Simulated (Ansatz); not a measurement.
A series in volume per atom on ZrZn

All results are calculated (Ansatz 0.2.0). Periodic Kohn-Sham DFT of a crystal at fixed atoms; pressure and stress are positive in compression; the energy is the free energy less that of spherical unpolarised free atoms; site moments are those in the method's own spheres, positive along +z.

Cell of the first row (space group Pm-3m, No. 221):
```
CELL_PARAMETERS angstrom
3.26790 0.00000 0.00000
0.00000 3.26790 0.00000
0.00000 0.00000 3.26790
ATOMIC_POSITIONS crystal
Zr 0.50000 0.50000 0.50000
Zn 0.00000 0.00000 0.00000
```

Settings of every row: method all-electron LAPW; functional PBEsol; relativity scalar; k mesh 10x10x10; filling fermi-dirac; smearing width 0.08 eV; basis error target 0.5 meV/atom; nucleus gaussian.

Atom start moment: 0 on all atoms.

| row | volume per atom (Å³) | energy less free atoms (eV/atom) | pressure (GPa) |
| --- | --- | --- | --- |
| 1 | 17.449 | -5.0138 | 2.806 |
| 2 | 17.82 | -5.0172 | 0.197 |
| 3 | 18.192 | -5.0149 | -2.144 |
| 4 | 18.377 | -5.0118 | -3.223 |
| 5 | 18.563 | ? | ? |
| 6 | 18.749 | -5.002 | -5.213 |
| 7 | 18.934 | -4.9954 | -6.129 |
| 8 | 19.306 | -4.9792 | -7.818 |
| 9 | 19.677 | -4.9593 | -9.33 |

Question: what energy less free atoms and pressure should row 5 give?

Worked fit of energy less free atoms. Take u = (V_r/V)^(2/3) − 1 with V_r = 18.563 Å³ an atom, which is twice the finite (Eulerian) strain; such expansions in the strain, on which the Birch-Murnaghan equation of state is built, carry the rest volume and the bulk modulus. The shown rows have u = 0.04212, 0.02761, 0.01355, 0.00674, -0.00662, -0.01311, -0.02582, -0.03811. Least squares give energy less free atoms = −5.00747 − 0.7355 × u + 13.881 × u² eV/atom; a straight line predicts inner rows, each left out in turn, worse (root mean square 0.0071 against 2.7e-05 eV/atom). All shown rows lie on it to the printed digit. Its lowest point lies at u = 0.0265, or V = 17.85 Å³ an atom, and the curvature there gives the bulk modulus at fixed shape and fractions, B = (4/9)(1 + u)² E″(u)/V = 117 GPa. The withheld row has u = 0, so the fit gives −5.00747 − 0.7355 × (0) + 13.881 × (0)² = -5.0075 eV/atom.

The calculation gave -5.0075 eV/atom. The fit meets it to the printed digit.

Worked fit of pressure. Take u = (V_r/V)^(2/3) − 1 with V_r = 18.563 Å³ an atom, which is twice the finite (Eulerian) strain; such expansions in the strain, on which the Birch-Murnaghan equation of state is built, carry the rest volume and the bulk modulus. The shown rows have u = 0.04212, 0.02761, 0.01355, 0.00674, -0.00662, -0.01311, -0.02582, -0.03811. Least squares give pressure = −4.2454 + 149.078 × u + 422.3 × u² + 301 × u³ GPa; a parabola predicts inner rows, each left out in turn, worse (root mean square 0.0054 against 0.0028 GPa). The rows lie off it by 0.001, -0.002, 0.003, -0.002, 0.001, -0.001, 0.000, 0.000. The pressure vanishes at u = 0.0265, or V = 17.85 Å³ an atom, and there the bulk modulus at fixed shape and fractions is B = −V dP/dV = (2/3)(1 + u) dP/du = 118 GPa. The withheld row has u = 0, so the fit gives −4.2454 + 149.078 × (0) + 422.3 × (0)² + 301 × (0)³ = -4.245 GPa.

The calculation gave -4.245 GPa. The fit meets it to the printed digit.
